**Question**

Methylaminostannane and silanol exchange partners: an Sn–N and an O–H bond are given up, and an Sn–O and an N–H bond are formed. Hartree–Fock (HF) makes this exchange too exothermic, which suggests a simple pattern, namely that a functional slides towards HF as its share of exact exchange grows. All energies are in kJ/mol, and the column "less CCSD(T)" is the error against a focal-point estimate of CCSD(T) at the basis-set limit, described below.

Electronic reaction energies (products less reactants) from Ansatz 0.2.0 for gas-phase CH3NHSnH3 + SiH3OH → SiH3OSnH3 + CH3NH2, all singlets, at PBE0-D4/def2-TZVP geometries. Functionals use def2-TZVPP, with D4 only where named; correlated methods use frozen cores. The CCSD(T) reference is a focal-point estimate: HF and MP2 correlation are extrapolated from def2 triple and quadruple zeta, and CCSD(T) less MP2 is added from triple zeta alone.

| level | class | exact exchange, long range (%) | reaction energy (kJ/mol) | less CCSD(T) (kJ/mol) |
| --- | --- | --- | --- | --- |
| PBE-D4 | GGA | 0 | -42.8 | 4.8 |
| BLYP-D4 | GGA | 0 | -47.4 | 0.2 |
| r2SCAN-D4 | meta-GGA | 0 | -48.6 | -1.1 |
| B97M-V | meta-GGA | 0 | -53.9 | -6.4 |
| B3LYP-D4 | global hybrid | 20 | -49.5 | -1.9 |
| r2SCANh-D4 | global hybrid | 10 | -48.7 | -1.2 |
| r2SCAN0-D4 | global hybrid | 25 | -48.9 | -1.4 |
| HSE06-D4 | screened hybrid | 0 | -45.1 | 2.4 |
| BHLYP-D4 | global hybrid | 50 | -54.4 | -6.8 |
| wB97X-V | range-separated | 100 | -49.4 | -1.9 |
| wB97M-V | range-separated | 100 | -47.8 | -0.2 |
| B2PLYP | double hybrid | 53 | -49.4 | -1.9 |
| PBE-QIDH | double hybrid | 69 | -46.5 | 1.0 |
| B3LYP | global hybrid | 20 | -50.2 | -2.7 |
| r2SCAN0 | global hybrid | 25 | -48.9 | -1.4 |
| CAM-B3LYP | range-separated | 65 | -51.0 | -3.5 |
| HF/def2-SVP | wave function | n/a | -63.7 | -16.1 |
| MP2/def2-SVP | wave function | n/a | -53.1 | -5.6 |
| CCSD(T)/def2-SVP | wave function | n/a | -53.1 | -5.6 |
| HF/def2-TZVPP | wave function | n/a | -60.9 | -13.4 |
| MP2/def2-TZVPP | wave function | n/a | -43.9 | 3.6 |
| HF/def2-QZVPP | wave function | n/a | -62.7 | -15.2 |
| MP2/def2-QZVPP | wave function | n/a | -45.4 | 2.2 |
| SCS-MP2/def2-QZVPP | wave function | n/a | -49.4 | -1.9 |

The same calculation gives, without dispersion term, PBE $-43.21$, PBE0 (25 % exact exchange) $-45.48$, HSE06 $-45.24$, LC-ωPBE $-48.50$, BLYP $-48.9$ and r2SCAN $-48.7$, with BHLYP 4.9 below BLYP.

(a) Test the pattern and, if it fails, construct a better smooth model.

(b) Which rows break that model, by how much and why? Treat HSE06-D4, and test the model against the tabulated value of PBE-QIDH, which replaces one third of PBE correlation by second-order (PT2) correlation.

(c) MP2 and CCSD(T) agree in def2-SVP. Does this show that both are converged?

**Model answer**

(a) The number and broad kind of bonds are the same on both sides, which argues for much cancellation of error, and 10 of the 16 functional rows (B3LYP and r2SCAN0 appear both with and without D4) do lie within 2 of the focal-point reference. All four species are singlets and the largest T1 diagnostic is 0.013, so the rows can be compared as one trend. The pattern fails all the same. A least-squares line through these 16 rows against the long-range share leaves an rms scatter of 2.74, against 2.77 about the plain mean, and using the short-range share is no better. The rows with no exact exchange at any range already run from PBE-D4 at $-42.8$ to B97M-V at $-53.9$.

The pattern mistakes the end point. Raising the share swaps semilocal exchange for exact exchange and leaves the correlation functional in place, so the road ends at HF plus that family's correlation. Each family has its own start and its own end. Because the energy is stationary in the orbitals, their relaxation enters only at second order, and to first order

$$E(a)=E(0)+a\,s,\qquad c\approx E(1)-E_\mathrm{HF},$$

where $E(a)$ is the reaction energy at share $a$, $s$ is exact less semilocal exchange summed over the reaction, and $c$ is what the family's correlation contributes. Two dispersion-free values fix each line. For PBE, $s=(-45.48+43.21)/0.25=-9.1$. For BLYP, with BHLYP taken as half B88 exchange plus LYP, $s=-4.9/0.5=-9.8$. For r2SCAN and r2SCAN0 the slope is only $-1.0$, uncertain by 0.2 from rounding. r2SCANh, which was left out, lies on its line, though on so flat a line this is a mild test.

BHLYP-D4, 5.3 below the single line, is then mostly accounted for. Of the 7.0 by which it lies below BLYP-D4, 4.9 is the exchange slope and the remainder is the difference of the two D4 terms. Since BHLYP fixes the line, it is no evidence for linearity. B3LYP is only a weak check: it sits 0.6 above the line, out of a fall of 2.0 expected at 20 %, and its semilocal parts are altered too, here with the VWN-RPA form in the correlation.

(b) HSE06-D4 is listed at 0 %, yet dispersion-free HSE06 lies 2.0 below PBE. Placed at its short-range share of 25 % it is only 0.2 above the line, and HSE06-D4 differs from PBE0-D4 by 0.1. The break belongs to the column, which records only the long-range share. The screening in HSE06, run here in the form usual in plane-wave codes, damps exact exchange gradually with distance, and the numbers show that the part removed hardly matters here. It does not follow that only the shortest range counts. LC-ωPBE has no exact exchange at zero separation and still falls 5.3 below PBE, as a global share of 58 % would, which suggests that a good part of the exchange effect comes from distances of the order of a bond length. The rule does not carry across families: CAM-B3LYP, running from 19 to 65 %, acts like 22 % on the BLYP line, though its correlation is not pure LYP, which blurs the comparison.

The real breaks are the double hybrids, which change correlation as well. Correlation opposes this reaction: at the limit the focal-point CCSD(T) value lies 15.4 above HF. That HF overrates the more ionic Si–O–Sn product and correlation restores the more covalent Sn–N reactant is a plausible picture, but a guess. If PT2 opposes the reaction more strongly than the semilocal correlation it replaces, a double hybrid should lie above its exchange line by roughly $a_c(\Delta_\mathrm{MP2}-c)$, where $a_c$ is the PT2 share and $\Delta_\mathrm{MP2}$ is MP2 less HF in the same basis.

For PBE-QIDH, which fixed none of the family lines:

1. The exchange line at 69 % gives $-43.2-0.69\times9.1=-49.5$, and the table's $-46.5$ is a break of $+3.0$.
2. The line ends at $-43.2-9.1=-52.3$, so $c=-52.3+60.9=+8.6$.
3. In def2-TZVPP, $\Delta_\mathrm{MP2}=-43.9+60.9=+17.0$.
4. The added term is $(17.0-8.6)/3=+2.8$, and the estimate is $-46.7$, within 0.2 of the table.

B2PLYP breaks the BLYP line by $+4.6$. With $c=+2.3$ and $a_c=0.27$ the term is $+4.0$, leaving 0.6. The larger break goes with the smaller PT2 share because the LYP estimate is so small that nearly all of the PT2 term is new.

B97M-V remains, 5.3 below the other meta-GGA, r2SCAN-D4, and 6.4 too exothermic against the focal-point reference. It has no partner with the same semilocal form, so no line can be drawn through it. Its built-in VV10 nonlocal correlation is an unlikely cause by itself, since wB97X-V and wB97M-V contain VV10 too and lie within 2 of the same estimate. Its fitted semilocal form may be responsible, which is a guess. Those two range-separated functionals have no family line here either, so the model says nothing about them.

(c) No. CCSD less MP2 is $-1.4$ in def2-SVP and the triples term is $+1.4$, so the tie is a cancellation, and in def2-TZVPP the sum is $-2.2$. The shared error of $-5.6$ against the focal-point reference lies mostly in the correlation energy. HF/def2-SVP is only 0.8 below its limit, while MP2 correlation gives $+10.6$ in def2-SVP against $+17.0$ and $+17.3$ in the two larger sets. A curve in $X^{-3}$, with $X=2,3,4$ the zeta level, drawn through def2-TZVPP and the limit of $+17.6$ predicts $+15.5$ at $X=2$, so the small basis breaks it by $-4.9$. The likely reason, not tested here, is that a double-zeta set has too few polarisation functions to be on the asymptotic curve. HF itself is not monotonic, lying at $-0.8$, $+2.0$ and $+0.2$ from its limit.

**Remarks on the reasoning**

A residual means something only against the right model. B2PLYP lies 0.2 from the single line and would pass as regular, yet it is the sum of an exchange shift and a PT2 shift of opposite sign. The same holds for BLYP. Its dispersion-free error of $-1.3$ splits into $+9.8$ from exchange, $-13.1$ from $c$ less the focal-point CCSD(T) correlation, and $+2.0$ from the HF basis shift, and D4 then brings it to $+0.2$. For PBE the correlation deficit is only $-6.8$, so the exchange term of $+9.1$ prevails, and adding exact exchange helps PBE while it harms BLYP. For a neighbouring functional the useful questions are which family it belongs to, how steep that family's line is, and whether correlation was changed too.

The split is an estimate. The values of $c$ come from extending a line two to four times beyond its anchors, semilocal exchange mimics some correlation, and PT2 on Kohn–Sham orbitals differs from MP2. Two double hybrids within 0.6 support the model without proving it.

Ranking by the error column is unsafe within about 2, because the functionals are in def2-TZVPP while HF shifts by $-2.0$ and MP2 by $-1.4$ from that basis to the limit. The reference takes over this MP2 shift unchanged, since CCSD(T) was not itself extrapolated. CCSD(T) less MP2 comes from triple zeta alone, and its change from 0.0 in def2-SVP to $-2.2$ in def2-TZVPP leaves its convergence, and so that of every error in the column, unproven. Outer-core shells were correlated without core-valence functions, which touches the MP2 and coupled-cluster rows, the double hybrids and every error by an amount not determined. The family slopes and the HSE06 comparison use neither the reference nor MP2 and are free of this. The energies are electronic, for one conformer of each species, not necessarily the lowest, and zero-point motion adds $+3.3$.
